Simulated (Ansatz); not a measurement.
**Ligand exchange: BH2(CH3) + GaH(OH)2 → BH(CH3)(OH) + GaH2(OH)**

Gas-phase species: BH2(CH3), singlet; GaH(OH)2, singlet; BH(CH3)(OH), singlet; GaH2(OH), singlet. The partners trade H for OH: B–H and Ga–OH bonds give way to B–OH and Ga–H.

Shapes, held fixed at every level: PBE0-D4/def2-TZVP. Flexible molecules stand in one conformer, not always the lowest. Programs: Ansatz 0.2.0. The zero-point and thermal change to 298 K, harmonic and unscaled (PBE0-D4/def2-TZVP), is +1.7 kJ/mol.

```json
{"level": "HF/def2-TZVPP", "kind": "Hartree–Fock", "ΔH(298 K) (kJ/mol)": "-78.3", "less CCSD(T)/def2-TZVPP": "+1.8"}
{"level": "SPW92/def2-TZVPP", "kind": "LDA", "ΔH(298 K) (kJ/mol)": "-101.5", "less CCSD(T)/def2-TZVPP": "-21.4"}
{"level": "r2SCAN0-D4/def2-TZVPP", "kind": "global hybrid", "ΔH(298 K) (kJ/mol)": "-85.6", "less CCSD(T)/def2-TZVPP": "-5.5"}
{"level": "wB97X-V/def2-TZVPP", "kind": "range-separated hybrid", "ΔH(298 K) (kJ/mol)": "-82.5", "less CCSD(T)/def2-TZVPP": "-2.4"}
{"level": "B2PLYP/def2-TZVPP", "kind": "double hybrid", "ΔH(298 K) (kJ/mol)": "-81.6", "less CCSD(T)/def2-TZVPP": "-1.5"}
{"level": "CCSD/def2-SVP", "kind": "coupled cluster or CI", "ΔH(298 K) (kJ/mol)": "-98.3", "less CCSD(T)/def2-TZVPP": "-18.2"}
{"level": "CCSD/def2-TZVPP", "kind": "coupled cluster or CI", "ΔH(298 K) (kJ/mol)": "-79.6", "less CCSD(T)/def2-TZVPP": "+0.5"}
{"level": "CCSD(T)/def2-TZVPP", "kind": "coupled cluster or CI", "ΔH(298 K) (kJ/mol)": "-80.1", "less CCSD(T)/def2-TZVPP": "0.0"}
```

The highest level, CCSD(T)/def2-TZVPP, gives ΔH(298 K) = -80.1 kJ/mol; the levels span -101.5 to -78.3. The column of differences is taken from that level and isn't an error. No measured value is set beside it here. Relativity is left out for Ga. Outer-core shells of Ga are correlated, in sets that cover them unevenly.

Hydroxyl transfer from gallium to boron is clearly exothermic at every level, with -80.1 kJ/mol at CCSD(T)/def2-TZVPP. B–H is normally stronger than Ga–H, so the hydride side of the exchange opposes the reaction; the driving force is the much greater strength of B–O over Ga–O. Compact boron orbitals overlap well with oxygen, and the formally empty boron 2p orbital accepts lone-pair density that the more diffuse gallium 4p takes up less effectively. The starting materials probably add to the preference, since two hydroxyls compete for one acceptor orbital on gallium while the borane has no π-donor of comparable strength.

Hartree–Fock lies only +1.8 kJ/mol from CCSD(T), so the net correlation contribution is small. The basis matters far more: CCSD moves from -98.3 to -79.6 kJ/mol between the two sets, possibly because the smaller one describes the polar Ga–O bonds poorly. The reaction enthalpy alone can't apportion the preference between σ and π bonding.
